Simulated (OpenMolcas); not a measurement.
## A ladder of methods for P2H2 (phosphanylidenephosphane)

P2H2: 4 atoms, total charge 0, spin state singlet. As SMILES, `[H]/P=P/[H]`. The coordinates come from a GFN2-xTB relaxation.

| atom | x (Å) | y (Å) | z (Å) |
| --- | --- | --- | --- |
| P | -0.0244 | -1.0036 | 0.0883 |
| P | 0.0244 | 1.0035 | -0.0883 |
| H | 1.0373 | -1.0676 | 1.0033 |
| H | -1.0373 | 1.0677 | -1.0034 |

Quantity: the energy change with the P2–H4 bond stretched from 1.403 to 2.455 Å, in eV. The values are calculated.

| level | kind | program | value (eV) | less FCI/STO-3G | CPU time (all runs) |
| --- | --- | --- | --- | --- | --- |
| HF/STO-3G (restricted) | Hartree–Fock | OpenMolcas | 5.73 | +2.42 | 2.8 s |
| SVWN5/STO-3G (restricted) | LDA | OpenMolcas | 3.97 | +0.66 | 6.1 s |
| PBE/STO-3G (restricted) | GGA | OpenMolcas | 3.78 | +0.47 | 7.3 s |
| r2SCAN/STO-3G (restricted) | meta-GGA | OpenMolcas | 4.06 | +0.75 | 9.6 s |
| B3LYP/STO-3G (restricted) | global hybrid | OpenMolcas | 4.13 | +0.82 | 8.3 s |
| B2PLYP/STO-3G (restricted) | double hybrid | OpenMolcas | 4.19 | +0.88 | 6.4 s |
| MP2/STO-3G (restricted) | perturbation theory | OpenMolcas | 4.26 | +0.95 | 2.9 s |
| CISD/STO-3G (restricted) | coupled cluster or CI | OpenMolcas | 3.98 | +0.67 | 3.3 s |
| FCI/STO-3G | exact in the basis | OpenMolcas | 3.31 | 0.00 | 8.2 s |

FCI/STO-3G is exact within its basis and frozen core, so for wave-function methods in that basis the difference is their error; functionals converge differently with the basis, so for them it is only a difference. Spin-restricted single references rise too steeply as a bond breaks, Hartree–Fock most of all. The first shape isn't each level's own minimum. The values span 3.31 to 5.73 eV. All rows use very small basis sets, so even the best lies far from the true value. Times are those of the runs behind each value, whatever else they computed, on shared processors of several kinds: orders of magnitude only.

Correlation lowers the cost of stretching the P–H bond substantially, from 5.73 eV in Hartree–Fock to 3.31 eV in FCI. As the σ and σ* orbitals approach each other in energy, the doubly excited σ*² configuration gains weight and cancels the ionic terms that a closed-shell determinant forces into the separating electron pair. MP2 recovers more than half of this lowering, but treats the growing near-degeneracy only perturbatively. CISD includes the key double excitation variationally, yet remains 0.67 eV too high, probably because it lacks the higher excitations that correlate the P=P π bond and lone pairs while the P–H pair is separating.

The density functionals all fall between FCI and MP2, plausibly because their localised exchange holes mimic part of the left–right correlation. PBE's closeness to FCI does not establish it as the most accurate functional for this bond. Nor is the energy change a P–H dissociation energy, since the stretched structure is not yet at the separated-fragment limit.
